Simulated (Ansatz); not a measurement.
## A series in volume scale on SbAs

Results calculated with Ansatz 0.2.0, not measured. Periodic Kohn-Sham DFT of a crystal at fixed atoms, scaled to volume_scale times the given cell; pressure positive in compression, energy less spherical unpolarised free atoms, largest_vzz the field gradient of largest size among the nuclei.

The cell before it is scaled or strained (space group R-3m, No. 166):
```
CELL_PARAMETERS angstrom
2.01270 1.16210 3.61230
-2.01270 1.16210 3.61230
0.00000 -2.32410 3.61230
ATOMIC_POSITIONS crystal
Sb 0.50000 0.50000 0.50000
As 0.00000 0.00000 0.00000
```

Settings of every row: method all-electron LAPW; functional PBEsol; relativity scalar; k mesh 11x11x11; filling fermi-dirac; smearing width 0.05 eV; basis error target 1 meV/atom; nucleus gaussian.

Atom start moment: 0 on all atoms.

Limits: no spin-orbit coupling on heavy atoms.

```csv
row,volume scale,V (Å³/atom),pressure (GPa),energy less free atoms (eV/atom)
1,0.94,23.826,0.026,-4.7824
2,0.96,24.332,-1.488,-4.78
3,0.98,24.839,-2.838,-4.7731
4,0.99,25.093,?,?
5,1,25.347,-4.039,-4.7622
6,1.01,25.6,-4.589,-4.7553
7,1.02,25.853,-5.107,-4.7477
8,1.04,26.36,-6.057,-4.73
9,1.06,26.867,-6.903,-4.7094
```

Question: what pressure and energy less free atoms should row 4 give?

Worked fit of pressure. Take u = (V_r/V)^(2/3) − 1 with V_r = 25.474 Å³ an atom, which is twice the finite (Eulerian) strain; such expansions in the strain, on which the Birch-Murnaghan equation of state is built, carry the rest volume and the bulk modulus. The shown rows have u = 0.0456, 0.03105, 0.01697, 0.00334, -0.00328, -0.0098, -0.02254, -0.03487. Least squares give pressure = −4.3196 + 82.827 × u + 260.59 × u² + 283 × u³ GPa; a parabola predicts inner rows, each left out in turn, worse (root mean square 0.0046 against 0.0008 GPa). The rows lie off it by 0.000, 0.000, 0.000, 0.001, -0.001, 0.000, 0.000, 0.000. The pressure vanishes at u = 0.0454, or V = 23.83 Å³ an atom, and there the bulk modulus at fixed shape and fractions is B = −V dP/dV = (2/3)(1 + u) dP/du = 75.4 GPa. Letting shape and atoms relax would as a rule lower it, by much in layered, chain or molecular crystals. The withheld row has u = 0.0101, so the fit gives −4.3196 + 82.827 × (0.0101) + 260.59 × (0.0101)² + 283 × (0.0101)³ = -3.456 GPa.

The calculation gave -3.456 GPa. The fit meets it to the printed digit.

Worked fit of energy less free atoms. Take u = (V_r/V)^(2/3) − 1 with V_r = 25.474 Å³ an atom, which is twice the finite (Eulerian) strain; such expansions in the strain, on which the Birch-Murnaghan equation of state is built, carry the rest volume and the bulk modulus. The shown rows have u = 0.0456, 0.03105, 0.01697, 0.00334, -0.00328, -0.0098, -0.02254, -0.03487. Least squares give energy less free atoms = −4.75886 − 1.0279 × u + 11.209 × u² eV/atom; a straight line predicts inner rows, each left out in turn, worse (root mean square 0.0058 against 4.6e-05 eV/atom). The rows lie off it by 0.0000, 0.0000, 0.0000, 0.0000, 0.0001, 0.0000, 0.0000, 0.0000. The withheld row has u = 0.0101, so the fit gives −4.75886 − 1.0279 × (0.0101) + 11.209 × (0.0101)² = -4.7681 eV/atom.

The calculation gave -4.7681 eV/atom. The fit meets it to the printed digit.
